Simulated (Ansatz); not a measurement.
## Ge: pressure as volume scale varies

Results calculated with Ansatz 0.2.0, not measured. Free energy against uniform scaling of the volume at fixed shape and fractions; periodic cell, basis, potentials, k mesh and filling as listed.

The cell before it is scaled or strained (space group Cmcm, No. 63):
```
CELL_PARAMETERS angstrom
1.49300 -2.60330 0.00000
1.49300 2.60330 0.00000
0.00000 0.00000 4.74330
ATOMIC_POSITIONS crystal
Ge 0.66655 0.33345 0.25000
Ge 0.33345 0.66655 0.75000
```

Settings of every row: functional LDA; dispersion none; potentials PAW; wave cutoff 470 eV; density cutoff 1880 eV; k mesh 11x11x6; k shift 0x0x0; occupations methfessel paxton; smearing width 0.05 eV; spin none.

Limits: coarse k mesh, up to 40 meV an atom off; the cell comes from a prototype or a list of computed structures and needn't be the stable phase.

```csv
row,volume scale,V (Å³/atom),pressure (GPa),energy above lowest point (meV/atom)
1,0.9406,17.341,2.86,5.1
2,0.9703,17.888,?,?
3,1,18.436,-2.1,3.4
4,1.0297,18.983,-3.76,13.6
5,1.0594,19.531,-5.15,28.8
```

Question: what pressure should row 2 give?

Worked fit of pressure. Take u = (V_r/V)^(2/3) − 1 with V_r = 18.709 Å³ an atom, which is twice the finite (Eulerian) strain; such expansions in the strain, on which the Birch-Murnaghan equation of state is built, carry the rest volume and the bulk modulus. The shown rows have u = 0.05192, 0.00985, -0.00965, -0.02826. Least squares give pressure = −2.988 + 88.81 × u + 457.3 × u² GPa; a straight line predicts inner rows, each left out in turn, worse (root mean square 0.46 against 0.088 GPa). The rows lie off it by 0.00, -0.03, 0.04, -0.02. The pressure vanishes at u = 0.0292, or V = 17.92 Å³ an atom, and there the bulk modulus at fixed shape and fractions is B = −V dP/dV = (2/3)(1 + u) dP/du = 79.3 GPa. Letting shape and atoms relax would as a rule lower it, by much in layered, chain or molecular crystals. The withheld row has u = 0.03037, so the fit gives −2.988 + 88.81 × (0.03037) + 457.3 × (0.03037)² = 0.13 GPa.

The calculation gave 0.18 GPa. The fit lies 0.05 GPa (28 % of the value, 0.62 % of the column's range) below it; its largest miss of a shown row is 0.04 GPa.

The other values of row 2: energy above lowest point 0 meV/atom.
